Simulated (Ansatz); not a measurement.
AlH3 (SMILES [H][Al]([H])[H]): the energy, rung by rung

AlH3 has 4 atoms, charge 0, and is taken as a singlet. As SMILES, `[H][Al]([H])[H]`. The shape comes from GFN2-xTB, which is rough for such elements, and wasn't checked as a minimum.

```xyz
4

Al    0.0000    0.0000    0.0000
H     1.5527   -0.0305    0.0146
H    -0.7498    1.3598   -0.0191
H    -0.8028   -1.3293    0.0045
```

Quantity: the energy change with the Al1–H2 bond stretched from 1.553 to 3.106 Å, in eV. The values are calculated.

```
                                            level                    kind  program  value (eV)  CPU time (all runs)
     HF/6-31G* (spherical functions) (restricted)            Hartree–Fock   Ansatz        3.99               0.24 s
    PBE/6-31G* (spherical functions) (restricted)                     GGA   Ansatz        3.11                1.5 s
 revPBE/6-31G* (spherical functions) (restricted)                     GGA   Ansatz        3.08                1.5 s
   PBE0/6-31G* (spherical functions) (restricted)           global hybrid   Ansatz        3.43                1.4 s
r2SCAN0/6-31G* (spherical functions) (restricted)         hybrid meta-GGA   Ansatz        3.57                3.3 s
  wB97X/6-31G* (spherical functions) (restricted)  range-separated hybrid   Ansatz        3.73                6.8 s
    MP2/6-31G* (spherical functions) (restricted)     perturbation theory   Ansatz        3.59               0.28 s
  CCSDT/6-31G* (spherical functions) (restricted)   coupled cluster or CI   Ansatz        2.85               0.62 s
                                        FCI/3-21G      exact in the basis   Ansatz        2.63               0.79 s
```

Spin-restricted single references rise too steeply as a bond breaks, Hartree–Fock most of all. Perturbation and coupled-cluster corrections on them can overshoot downwards. The first shape isn't each level's own minimum. The values span 2.63 to 3.99 eV. The coupled-cluster rows rest on a doubtful reference here (large T1 or Brueckner and Hartree–Fock orbitals at odds), and rows may lie in different states. High-level rows in very small sets aren't better than simpler rows in larger ones. CPU times are rough (shared hosts, several kinds of processor): they show what a rung costs within a factor of a few.

Stretching one Al–H bond costs most in Hartree–Fock, at 3.99 eV, and much less once correlation is treated extensively, at 2.85 eV with CCSDT. As the overlap between the aluminium hybrid and hydrogen 1s shrinks, the σ and σ* levels draw together, and the singlet needs both the σ² and σ*² configurations. A single closed-shell determinant instead keeps too much ionic character where two spin-coupled radicals, AlH2 and H, should be forming. MP2 recovers only part of the missing correlation.

Among the density functionals, the two GGAs lie lowest and the hybrids higher, probably because semilocal exchange mimics some of the left-right correlation that exact exchange leaves out. The exchange admixture isn't the whole story, since PBE0 and r2SCAN0 contain the same fraction yet differ. The GGAs' closeness to CCSDT may therefore owe something to error cancellation and doesn't establish their accuracy for Al–H bonds in general. Nor is any value a bond dissociation energy, as some attraction should remain at 3.106 Å.
